**Margin comments on node counting**

*Which nodes.* Take $H_{nn}=\varepsilon_n$, $H_{n,n+1}=-t_n<0$ and $L$ sites. Then $H-E=MPM^{T}$, with $M$ unit lower bidiagonal and $P=\mathrm{diag}(d_n)$, where $d_1=\varepsilon_1-E$ and $d_n=\varepsilon_n-E-t_{n-1}^2/d_{n-1}$. By Sylvester's law of inertia, negative pivots count the eigenvalues below $E$. With $\psi_0=0$, $\psi_1=1$ one has $d_n=t_n\psi_{n+1}/\psi_n$, so sign changes are counted through $\psi_{L+1}$ (any $t_L>0$). An interior zero pivot and its successor count once together.

*Dimensions.* For equal $t$ and independent $\varepsilon_n$ of zero mean and scale $\sigma$, the fraction $N$ of negative pivots depends on $E/t$, $\sigma/t$, $L$ and the shape of the law. At $\sigma=0$, $E=-2t\cos q$ and the count is $\lfloor(L+1)q/\pi\rfloor$, so $N=q/\pi$ within $1/L$. Below, $L\to\infty$.

*Small $\sigma/t$* ($\sigma^2$ the variance). At $E+i0$, $\langle\ln(d/t)\rangle=\gamma-i\pi N$, with $\gamma$ the growth rate per site. Expanding $L^{-1}\ln\det(H-E)$ adds $-\tfrac12\sigma^2G_{nn}^2$ with $G_{nn}^2=1/(E^2-4t^2)$. This is real, so $N$ has no $\sigma^2$ term. The expansion fails for $|E|\lesssim\sigma^2/t$ (band-centre anomaly) and at the edges.

*Edge.* Put $E=-2t+\delta$. In the continuum $z=\psi'/\psi$ drifts as $-(z^2+\delta/t)$ and diffuses with $D=\sigma^2/2t^2$. Nodes are its flux through $-\infty$: $Dp_z'+(z^2+\delta/t)p_z=N$. Normalising the density $p_z$ gives
$$N=\frac{D^{1/3}}{\sqrt\pi\int_0^\infty s^{-1/2}e^{-s^3/12-xs}ds}=\frac{D^{1/3}}{\pi^2[\mathrm{Ai}^2(-x)+\mathrm{Bi}^2(-x)]},$$
with $x=\delta/E_c$ and $E_c=tD^{2/3}$. In units of $D^{1/3}$:
- $x\gg1$: $(\sqrt x/\pi)(1+5/32x^3)$, a $\sigma^4$ correction;
- $x=0$: $0.201$;
- $x\ll-1$: $(\sqrt{|x|}/\pi)e^{-4|x|^{3/2}/3}(1-5/24|x|^{3/2})$.

The crossover is $|\delta|\sim E_c$. A third cumulant $\kappa_3$ adds $\tfrac13\kappa_3G_{nn}^3$ to $L^{-1}\ln\det(H-E)$. In the band $G_{nn}=i/\sqrt{4t^2-E^2}$, so $N$ shifts by $\kappa_3/[3\pi(4t^2-E^2)^{3/2}]\approx\kappa_3/[24\pi(t\delta)^{3/2}]$, of order $D^{1/2}$ at $\delta\sim E_c$. Corrections to the continuum result thus reach relative order $D^{1/6}$ for a skewed law and $D^{1/3}$ when $\kappa_3=0$, as for the binary law below.

*Large $\sigma/t$.* For a smooth density $p$ with cumulative $F$, independence of $\varepsilon_n$ and $d_{n-1}$ gives $N=\langle F(E+t^2/d_{n-1})\rangle$ exactly. To order $t^2$,
$$N=F(E)+2t^2p(E)\,\mathrm{P}\!\!\int\frac{p(\varepsilon)\,d\varepsilon}{\varepsilon-E}.$$
Half comes from ordinary $d$, half from $|d|\sim t^2/\sigma$, where $F$ cannot be linearised. The Cauchy law of width $\Gamma$, with exact $N=\pi^{-1}\mathrm{Re}\arccos[-(E+i\Gamma)/2t]$, reproduces the factor 2.

*Binary law* ($\pm\sigma$, equal weights). Every eigenvalue lies within $2t$ of some $\varepsilon_n$, so for $\sigma>2t$ a gap pins $N=1/2$. For $t\ll\sigma$ each run of odd length $\ell$, occurring $2^{-\ell-2}$ times per site, has a level within order $t^2/\sigma$ of $-\sigma$. These sum to a step of $1/6$.

*Superlattice model* ($1\ \mathrm{meV}=1.602\times10^{-22}$ J). Take zero in-plane momentum, laterally uniform wells of 20 or 21 monolayers with equal weights, parabolic bands and $m_w=0.067\,m_e$ (compiled value, Vurgaftman 2001). Typical inputs for Al$_{0.3}$Ga$_{0.7}$As barriers are $V=0.25$ eV, $m_b=0.092\,m_e$ and a 0.283 nm monolayer. With $\hbar k=\sqrt{2m_w\varepsilon}$ and $\hbar\kappa=\sqrt{2m_b(V-\varepsilon)}$, the condition $(k/m_w)\tan(kw/2)=\kappa/m_b$ gives 65.6 and 61.8 meV above the GaAs band edge, so $\sigma=1.9$ meV. Miniband edges, $4t$ apart, multiply the right side by $\tanh(\kappa b/2)$ or $\coth(\kappa b/2)$, about $1\mp2e^{-\kappa b}$. Linearising gives $t=t_0e^{-\kappa b}$ with
$$t_0=\frac{2}{(1+kw/\sin kw)/\varepsilon+1/(V-\varepsilon)}.$$
For 20 monolayers $t_0=38.5$ meV and $\kappa=0.667\ \mathrm{nm^{-1}}$.

- The gap opens at $b=\kappa^{-1}\ln(2t_0/\sigma)$, about 20 monolayers.
- At $b=30$ monolayers $t=0.13$ meV, and $N$ is close to a staircase.
- At $b=10$ monolayers $t=5.8$ meV, $D^{1/3}=0.38$, $E_c\approx0.8$ meV and $N(x=0)\approx0.08$, about 4 states in 50 wells. One figure is all that $D^{1/3}$ allows. The tail ends at $\delta=-\sigma$, $x=-2.3$, before its asymptotic form is well developed.

*What the chain omits.* At $b=10$ monolayers, longer-range and width-dependent hopping matter. Width-dependent hopping keeps $H$ tridiagonal, so the pivot count stays exact and only the equal-$t$ formulas for $N$ change. Longer-range hopping spoils the tridiagonal count, but Sturm node counting for the envelope equation survives. At the miniband bottom the full dispersion $\cos q=f(E)$, with $f=\cos kw\cosh\kappa b+\tfrac12(\eta-\eta^{-1})\sin kw\sinh\kappa b$, $\eta=\kappa m_w/km_b$ and $k,\kappa$ taken at $E$, has curvature $t_{\rm eff}=-1/2f'=4.5$ meV. Half the shift of the bottom per monolayer is $\sigma_{\rm eff}=1.5$ meV. The ratio stays near $1/3$, so the model's $N(x=0)$ holds while its $E_c$ drops in proportion to $t$, to 0.6 meV.